# How much of its gap does wurtzite CdSe lose when the crystal is stretched?

A CdSe crystal that is squeezed or swollen evenly changes the photon energy at which it begins to absorb light. Whoever builds an emitter or a detector from it has to allow for that shift. The table follows wurtzite CdSe through eleven volumes at the PBE level, with the ratio of the cell edges, c/a, held fixed. The volume is counted per atom, and the shortest distance is that between a Cd atom and a neighbouring Se atom. For the two largest cells the gap is left open, and the question is what it will be there.

Wurtzite CdSe under hydrostatic strain, computed with Ansatz 0.2.0 in PBE with PAW potentials, without spin polarisation or spin-orbit coupling. The plane-wave cutoff is 420 eV, the k mesh 12×12×4 and the Fermi-Dirac smearing width 0.02 eV. The unstrained cell and the atomic positions at each volume come from r2SCAN relaxations.

| volume (Å³/atom) | c/a | shortest distance (Å) | band gap (eV) | least direct gap (eV) |
| --- | --- | --- | --- | --- |
| 25.541 | 1.6303 | 2.550 | 0.877 | 0.877 |
| 26.347 | 1.6303 | 2.576 | 0.811 | 0.811 |
| 27.171 | 1.6303 | 2.603 | 0.744 | 0.744 |
| 27.589 | 1.6303 | 2.616 | 0.711 | 0.711 |
| 28.011 | 1.6303 | 2.629 | 0.678 | 0.678 |
| 28.438 | 1.6303 | 2.642 | 0.645 | 0.645 |
| 28.868 | 1.6303 | 2.655 | 0.612 | 0.612 |
| 29.743 | 1.6303 | 2.682 | 0.546 | 0.546 |
| 30.635 | 1.6303 | 2.709 | 0.481 | 0.481 |
| 31.545 | 1.6303 | 2.734 | ? | ? |
| 32.473 | 1.6303 | 2.761 | ? | ? |

## What happens

The gap falls at every step of expansion. From the smallest cell to the largest one with a known gap it drops from 0.877 to 0.481 eV, while the volume grows by about a fifth. For so modest a change of size, the crystal loses nearly half of its computed gap.

In all these cells the gap equals the least direct gap, so an electron can cross it without changing its wave vector. The same calculations place both band edges at Γ, the centre of the Brillouin zone, throughout. The trend is therefore not disturbed by a band edge that jumps to another wave vector, and a simple smooth law has a fair chance.

## Why a larger crystal has a smaller gap

The cause lies in the kind of states that border the gap. In CdSe the lowest conduction state at Γ is an antibonding mixture of Cd s and Se s orbitals. Antibonding means that the wave function changes sign between neighbours, which costs energy, and costs more the more strongly the orbitals overlap. The highest valence state is mainly Se p with some Cd d, and it responds differently to distance. When the contacts lengthen, the antibonding penalty shrinks and the conduction edge comes down towards the valence edge. This is the established picture of such semiconductors; the table confirms the sign that it implies but doesn't resolve the orbitals.

The hydrogen molecule ion, two protons that share one electron, shows the same principle in its simplest form. Its bonding and antibonding levels lie far apart when the protons are close, and the splitting shrinks as they are pulled away from each other. Around and beyond the bond length, each further equal pull also closes the splitting by less than the one before, because the overlap is fading. The comparison holds for the direction of the change and for its weakening, not for its size. In the ion both levels come from the same pair of orbitals, whereas the two edges of CdSe come largely from different ones.

This gives a rule for neighbouring cases. A tetrahedral semiconductor whose conduction edge is an antibonding s state at Γ should lose gap when it expands. Where the conduction edge lies elsewhere in the zone and has another character, as in silicon, the rule doesn't apply.

It is tempting to ask which edge moves, and the raw band energies seem to answer. Between the smallest cell and the largest known one, the conduction edge sinks by 3.05 eV and the valence edge by 2.65 eV. Most of this is common to both and depends on the zero of energy, which in a periodic crystal isn't tied to the vacuum outside. Only the difference, 0.40 eV, has a meaning here, and it is the loss of gap already seen in the table.

## Two limits and a simple law

For a very small change of volume, any smooth quantity changes in proportion. The natural measure is the relative change, since adding a given volume means less to a large cell than to a small one. With $E_g$ for the gap and $V$ for the volume, this reads

$$dE_g = a\,\frac{dV}{V}.$$

If the constant $a$, called the deformation potential of the gap, stays the same along the way, the small steps add up to

$$E_g = E_0 + a\,\ln\frac{V}{V_0}.$$

Here $V_0$ is the volume of the unstrained cell, 28.868 Å³ per atom, and $E_0$ is the gap there. This cell was relaxed with another functional, r2SCAN, and in PBE it is still slightly compressed.

The opposite limit is that of atoms far apart. Orbitals that no longer overlap can't push each other's energies about, so a further stretch must in the end do almost nothing. The logarithm doesn't obey this limit, because it goes on falling for ever. It is a law for moderate strains and shouldn't be run on to the volume at which the gap would vanish.

A second candidate is a straight line in the linear stretch $s=(V/V_0)^{1/3}-1$, the relative change of the cell edges. For small strains it is the same law, since $\ln(V/V_0)$ is then close to $3s$. The two part company further out. The straight line takes away the same amount of gap for each added percent of stretch, whereas the logarithm takes a little less each time.

## The forecast

Both lines were fitted by least squares to the nine known gaps, each with two free constants. The straight line in the stretch follows them slightly better, with a typical miss of 0.0004 eV against 0.0008 eV for the logarithm. On that score alone it would be the choice.

An extrapolation, however, leans on the end from which it starts. With more digits than the table prints, the gap drops by 0.0656 eV in the step from 28.868 to 29.743 Å³ per atom and by 0.0647 eV in the next, although both steps add the same stretch. Against the logarithm of the volume, the slope hardly changes between these two steps. Fading overlap makes such a weakening plausible, so the forecast uses the logarithm.

The fit gives $E_0 = 0.6116$ eV and $a = -2.18$ eV. For the first open cell, which took no part in the fit, the estimate runs

$$E_g = 0.6116 - 2.18\,\ln\frac{31.545}{28.868} = 0.6116 - 0.1933 = 0.418\ \text{eV}.$$

The same steps for the larger cell complete the forecast:

- at 31.545 Å³ per atom, 0.418 ± 0.005 eV;
- at 32.473 Å³ per atom, 0.355 ± 0.008 eV.

The ranges are a judgement, not a statistical error. They are just wide enough to include the straight line in the stretch, which gives 0.414 and 0.348 eV. A computed gap below the forecast would therefore speak for that line. In words, the gap should keep falling, stay open and direct, and fall by slightly less per step than before.

## What the calculation gives

The withheld rows as computed:

| volume (Å³/atom) | c/a | shortest distance (Å) | band gap (eV) | least direct gap (eV) |
| --- | --- | --- | --- | --- |
| 31.545 | 1.6303 | 2.734 | 0.419 | 0.419 |
| 32.473 | 1.6303 | 2.761 | 0.357 | 0.357 |

Both values lie within their ranges. The forecast is too low by about 0.001 eV in the first cell and by 0.002 eV in the second, which is roughly half a percent of the gap there. The gap is still open and direct. It falls by 0.062 eV in each of the two steps, less than in any earlier step of equal stretch, as forecast.

The straight line in the stretch does worse, although it described the known cells better. It comes out too low by 0.005 and 0.009 eV, so its second value misses by more than the whole half-range allowed there. A closer fit inside the known range was no guide to the better extrapolation; the behaviour at the edge of that range was.

The first miss of the logarithm is smaller than one unit of the last printed digit and needs no explanation. The second is larger, and it has the sign that the far-apart limit suggests: a curve that flattens sooner than the logarithm does. The unrounded gaps, however, don't flatten evenly. Against the logarithm of the volume, the gap falls with a slope of 2.19 eV in the last known step, 2.13 eV in the next and 2.14 eV in the final one, so nearly all of the weakening comes at once.

In that same step, from 30.635 to 31.545 Å³ per atom, the atoms also shift slightly within the cell. The shortest distance grows by only 0.025 Å, against 0.027 Å in the steps just before and after. The small PBE forces left on the atoms, which had drifted steadily over the last known steps, jump back to the opposite direction. The positions were relaxed with r2SCAN, and a slight unevenness in them is expected to move the gap by a little. Part of the miss may therefore come from the positions and not from fading overlap. A repeat with tightly relaxed positions at every volume would show how much. The good forecast itself shows only that the gap follows the volume in a nearly smooth way, and it doesn't prove the orbital picture.

## What to do with it

The useful number is the slope, not the gap. A volume larger by 1 % lowers the gap by $2.18 \times 0.01 \approx 0.022$ eV, and a volume smaller by 1 % raises it by as much. To estimate the gap of a real crystal, this shift should be added to a measured gap, not to the computed one. PBE is known to make the gaps of semiconductors too small: it gives 0.546 eV near its own zero of pressure, where experiment finds very roughly 1.8 eV. Spin-orbit coupling, absent here, would narrow the computed gap further. Whether a better level of theory would also change the slope can't be judged from these data.

If the pressure is known instead of the volume, the stiffness of the crystal makes the link. The computed pressures at 28.868 and 30.635 Å³ per atom correspond to a bulk modulus of about 45 GPa. Dividing the slope by it gives a gap that rises by about 0.05 eV for each GPa of compression. An emitter under even pressure thus shifts towards the blue.

This figure belongs to low pressures and to the wurtzite form. Real CdSe turns to the rocksalt structure at roughly 3 GPa, and the smallest cell in the table stands at 9.7 GPa. The most compressed rows therefore describe wurtzite held in place by the calculation, and they shouldn't be read as the gap of a crystal in a high-pressure cell.

In a film grown on a mismatched substrate, the crystal changes its shape as well as its volume. The slope then covers only the volume part, and the change of shape needs its own calculation. Heating needs similar care: the crystal expands, but its vibrations also shift the gap directly. The volume slope alone therefore doesn't give the drift of an emitter with temperature.
